The band gap of rutile TiO₂ is the distance in energy between its highest filled and its lowest empty electron states. The table gives this gap, computed with the PBE functional, for cells of different size. Nine of the ten cells are one crystal scaled up or down, so that all distances in them grow in proportion. The tenth, at 9.996 Å³/atom, has another shape, seen in its c/a, the ratio of the edge c to the two equal edges a and b.

Rutile TiO₂ (6-atom cell), computed with Ansatz 0.2.0: all-electron LAPW, PBE functional, scalar-relativistic, without spin polarization. All cells use a 7×7×10 k mesh, Fermi-Dirac smearing of 0.05 eV and a basis error target of 0.5 meV/atom; the atoms are held at fixed relative positions in the cell.

| volume (Å³/atom) | c/a | shortest distance (Å) | band gap (eV) | smallest direct gap on path (eV) |
| --- | --- | --- | --- | --- |
| 9.784 | 0.6441 | 1.904 | 2.086 | 2.086 |
| 9.992 | 0.6441 | 1.917 | 2.032 | 2.032 |
| 9.996 | 0.6572 | 1.927 | 1.993 | 1.993 |
| 10.200 | 0.6441 | 1.931 | 1.979 | 1.979 |
| 10.304 | 0.6441 | 1.937 | 1.954 | 1.954 |
| 10.408 | 0.6441 | 1.944 | 1.928 | 1.928 |
| 10.512 | 0.6441 | 1.950 | 1.903 | 1.903 |
| 10.616 | 0.6441 | 1.956 | 1.878 | 1.878 |
| 10.825 | 0.6441 | 1.969 | 1.830 | 1.830 |
| 11.033 | 0.6441 | 1.982 | 1.782 | 1.782 |

**(a) Consider the nine cells of equal shape. Why does the gap change as it does when the crystal is stretched, and by how much for 1 % of volume?**

*Solution.* In TiO₂ the highest filled states are mainly O 2p and the lowest empty ones mainly Ti 3d; this is standard chemistry of the oxide and is not read from the table. Across the gap, an electron thus moves from oxygen to titanium. The negative oxygen neighbours make titanium an unfavourable place for it, and the positive titanium neighbours make oxygen a favourable one. Stretching the crystal moves these neighbours away, and the two levels approach each other.

Covalent bonding is expected to act in the same direction. As a rule, the Ti 3d states are antibonding towards oxygen, which means that overlap with O 2p pushes them up. Longer Ti–O contacts weaken this push, though it may be small for the lowest of these states, which sets the gap. Against both effects, the bands become narrower in a stretched crystal, which by itself would widen the gap. Theory gives these directions; the calculation shows only their balance: the gap falls from 2.086 eV in the smallest cell to 1.782 eV in the largest.

For small strains, equal relative changes of volume should change the gap by equal amounts. Summing such steps gives

E = E₀ + D ln(V/V₀),

where E is the gap at volume V, E₀ the gap at a chosen volume V₀, and D is called the deformation potential. A fit to the nine cells gives D = −2.53 eV and stays within about 1 meV of each of them. One per cent more volume therefore costs about 25 meV of gap. This D belongs to rigid scaling: the atoms kept their relative positions in the cell, although in the smallest cell each oxygen feels a force of about 0.6 eV/Å. Letting them move could change the slope.

**(b) The cell at 9.996 Å³/atom has almost the same volume as the one at 9.992. What gap does the law of part (a) give for it, and what does the computed gap reveal about the edges?**

*Solution.* Start from the cell at 10.408 Å³/atom, whose gap is 1.928 eV. The logarithm of 9.996/10.408 is −0.040, and multiplied by D this adds 0.10 eV, so the law predicts about 2.03 eV. The computed gap is 1.993 eV, nearly 0.04 eV lower. This cell was not part of the fit, and its miss is far larger than the scatter of the other nine. Volume alone does not determine the gap.

The odd cell shares its edges with two others. Its a and b are almost exactly those of the smallest cell, and its c is that of the cell at 10.408. The way from the smallest cell to the one at 10.408 can therefore be walked in two steps, first stretching c alone and then a and b together, each edge by about 2 %. The first step lowers the gap by 93 meV, the second by 65 meV.

The single edge c thus does more than a and b combined, although it supplies only about a third of the growth in volume. The odd cell was made by shortening a and b while c kept its length. It reached its small volume through the two less effective edges, and so its gap rose less than its volume suggests.

**(c) Why does the edge c count for so much? Use the surroundings of a titanium atom.**

*Solution.* Each titanium atom has six oxygen neighbours, four at the shortest distance of the table and two slightly farther away. The two long contacts lie at right angles to c, so stretching c leaves them as they are. The four short ones run obliquely, and each climbs half an edge c on its way from titanium to oxygen. Stretching c therefore lengthens four of the six contacts, and these are the shortest ones.

If the gap follows these short contacts alone, Pythagoras gives the size of the effect. In the cell at 10.408 Å³/atom half of c is 1.48 Å and the short contact measures 1.944 Å. The share of c in the squared length is (1.48/1.944)² ≈ 0.58. So 1 % more c lengthens the short contact by 0.58 %, while 1 % more a and b together add the remaining 0.42 %. The gap divides its fall between the two steps of part (b) in nearly the same proportion, with 59 % for the step in c.

The short contact can now take the place of volume in the law. In the nine scaled cells this makes no difference, because volume there goes with the cube of any length; the coefficient merely becomes three times as large, about −7.6 eV. For the odd cell it matters. The contact shrinks from 1.944 to 1.927 Å, the logarithm of the ratio is −0.0088, and the gap should rise by 0.067 eV to 1.995 eV. The computed 1.993 eV agrees within the 2 meV or so that the rounding of the distance can hide.

The average of all six contacts does less well and misses the odd cell by 30 meV. This favours the short contacts as the guiding length. The picture of part (a) alone does not explain why the two long contacts, only about 2 % longer, should count for so little; that depends on the orbitals at the band edges, which were not examined here. The comparison also remains a test on one cell, and another combination of a and c with similar weights would pass it too. The printed output after this text lists the edges, the contacts and the three fits, by volume, short contact and mean contact.

A neighbouring series would keep the volume and the relative positions of the atoms fixed and change only the shape. The law of the short contact says that the gap should fall as c/a rises, since the short contacts then grow. The cells at 9.992 and 9.996 Å³/atom are nearly two points of such a series, and their gaps do run that way; but this is the same odd cell again, not a fresh test.

For practical use, the changes of the gap are expected to be more reliable than its absolute size, although the table cannot test this. Measured gaps of rutile lie near 3 eV (a rough, recalled value), while the scaled cells give 1.87 eV where their mean pressure vanishes. Even the smallest cell, squeezed by 23 GPa, reaches only 2.086 eV. The shortfall is the familiar underestimate of gaps by PBE, and no volume in the table removes it.

Output of the analysis:

```
Cell edges and contacts:
     row    a_Å    c_Å  four_short_Å  two_long_Å  gap_eV
   9.784    4.5  2.899         1.904       1.948   2.086
   9.992  4.532  2.919         1.917       1.961   2.032
   9.996  4.502  2.959         1.927       1.948   1.993
    10.2  4.563  2.939         1.931       1.975   1.979
  10.304  4.579  2.949         1.937       1.981   1.954
  10.408  4.594  2.959         1.944       1.988   1.928
  10.512  4.609  2.969          1.95       1.995   1.903
  10.616  4.624  2.979         1.956       2.001   1.878
  10.825  4.655  2.998         1.969       2.014    1.83
  11.033  4.684  3.017         1.982       2.027   1.782
fit of band_gap on 9 rows (scaled): constant 7.852 +/- 0.016, coefficient of log(vol) -2.529 +/- 0.0068; rms 0.000644, worst 9.784 -0.000993, leave-one-out rms 0.000942
  rows outside the fit (model, value, miss): 9.996 2.031, 1.993, 0.0378
fit of band_gap on 9 rows (scaled): constant 6.969 +/- 0.027, coefficient of log(d_min) -7.585 +/- 0.04; rms 0.00126, worst 10.616 0.00241, leave-one-out rms 0.00175
  rows outside the fit (model, value, miss): 9.996 1.994, 1.993, 0.000703
fit of band_gap on 9 rows (scaled): constant 7.027 +/- 0.02, coefficient of log(d_mean) -7.585 +/- 0.03; rms 0.000941, worst 10.616 0.00181, leave-one-out rms 0.00136
  rows outside the fit (model, value, miss): 9.996 2.023, 1.993, 0.0304
Total fall of the gap over the scaled rows (eV): 0.304
Step 1, c alone grows by (%): 2.078
Step 1, fall of the gap (meV): 93
Step 1, fall per 1 % of c (meV): 44.75
Step 1, fall per 0.01 Å of shortest contact (meV): 40.43
Step 2, a and b grow by (%): 2.038
Step 2, fall of the gap (meV): 65
Step 2, fall per 1 % of a and b together (meV): 31.89
Step 2, fall per 0.01 Å of shortest contact (meV): 38.24
Share of step 1 in the fall over both steps (%): 58.86
Gap change that the rounding of the shortest contact (0.0005 Å) can hide (meV): 1.968
Gap at zero mean pressure, scaled cells (eV): 1.871
```
